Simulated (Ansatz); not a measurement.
SnSe: energy above lowest point against volume scale

Free energy against uniform scaling of the volume at fixed shape and fractions; periodic cell, basis, potentials, k mesh and filling as listed. The results are calculated, by Ansatz 0.2.0.

The cell before it is scaled or strained (space group Fm-3m, No. 225):
```
SnSe
1.0
      0.0000     3.0200     3.0200
      3.0200     0.0000     3.0200
      3.0200     3.0200     0.0000
Sn Se
1 1
Direct
  0.00000 0.00000 0.00000
  0.50000 0.50000 0.50000
```

Settings of every row: functional LDA; dispersion none; potentials PAW; wave cutoff 450 eV; density cutoff 1800 eV; k mesh 6x6x6; k shift 0x0x0; occupations fixed; smearing width 0 eV; spin none.

Limits: coarse k mesh, up to 40 meV an atom off; minimum outside the range.

```csv
row,volume scale,V (Å³/atom),energy above lowest point (meV/atom)
1,0.9406,25.908,0
2,0.9703,26.726,9.9
3,1,27.544,?
4,1.0297,28.362,51.5
5,1.0594,29.18,80.9
```

Question: what energy above lowest point should row 3 give?

Worked fit of energy above lowest point. Take u = (V_r/V)^(2/3) − 1 with V_r = 27.544 Å³ an atom, which is twice the finite (Eulerian) strain; such expansions in the strain, on which the Birch-Murnaghan equation of state is built, carry the rest volume and the bulk modulus. The shown rows have u = 0.04167, 0.0203, -0.01932, -0.03774. Least squares give energy above lowest point = 27.47 − 1056.8 × u + 9526 × u² meV/atom; a straight line predicts inner rows, each left out in turn, worse (root mean square 8.7 against 0.12 meV/atom). The rows lie off it by 0.0, 0.0, 0.1, 0.0. The withheld row has u = 0, so the fit gives 27.47 − 1056.8 × (0) + 9526 × (0)² = 27.5 meV/atom.

The calculation gave 27.5 meV/atom. The fit meets it to the printed digit.
